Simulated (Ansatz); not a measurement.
Abstraction of Cl: CHCl2I + SnCl3 → CHClI + SnCl4

Species: CHCl2I (dichloroiodomethane) `ClC(Cl)I`, singlet; SnCl3 `[Cl][Sn]([Cl])[Cl]`, doublet; CHClI `Cl[CH]I`, doublet; SnCl4 (tin tetrachloride) `[Cl][Sn]([Cl])([Cl])[Cl]`, singlet. A radical takes Cl: the energy is the difference in strength between the C–Cl bond broken and the Sn–Cl bond made.

Shapes, held fixed at every level: PBE0-D4/def2-TZVP. Programs: Ansatz 0.2.0. Electronic energies: no zero-point or thermal term.

```
               level                    kind  ΔE (kJ/mol)  less CCSD(T)/def2-TZVPP
         HF/def2-SVP            Hartree–Fock        -82.1                    -39.8
       HF/def2-TZVPP            Hartree–Fock        -83.6                    -41.3
   PBE-D4/def2-TZVPP                     GGA        -16.2                    +26.1
r2SCAN-D4/def2-TZVPP                meta-GGA        -39.8                     +2.5
 B3LYP-D4/def2-TZVPP           global hybrid        -27.4                    +14.9
  wB97X-V/def2-TZVPP  range-separated hybrid        -44.2                     -1.9
     CCSD/def2-TZVPP   coupled cluster or CI        -47.8                     -5.5
  CCSD(T)/def2-TZVPP   coupled cluster or CI        -42.3                      0.0
```

The highest level, CCSD(T)/def2-TZVPP, gives ΔE = -42.3 kJ/mol; the levels span -83.6 to -16.2. The column of differences is taken from that level and isn't an error. No measured value is set beside it here. Open shells run unrestricted. For atoms past krypton def2 sets carry core potentials with scalar relativity. Outer-core shells of I, Sn are correlated in most correlated rows, in sets that cover them unevenly.

Chlorine transfer to tin is exoergic at every level, so the Sn–Cl bond formed is stronger than the C–Cl bond broken. The main reason is probably the large electronegativity difference between tin and chlorine, which gives the new bond a strong ionic contribution. The carbon radical left behind is stabilised by delocalisation of its unpaired electron onto the chlorine and iodine lone pairs, which weakens the C–Cl bond and helps the transfer.

Correlation roughly halves the driving force, from -83.6 kJ/mol in Hartree–Fock to -42.3 kJ/mol in CCSD(T) with the same basis. It must therefore strengthen the C–Cl bond more than the Sn–Cl bond, which suggests a larger gain in correlation energy in the compact, halogen-crowded carbon centre. Most of this shift is already present in CCSD, and triples add only a modest further change. Exact exchange alone doesn't order the functionals, since r2SCAN lies closer to CCSD(T) than B3LYP does. The favourable energy doesn't establish selectivity, because abstraction of iodine through the weaker C–I bond may compete.
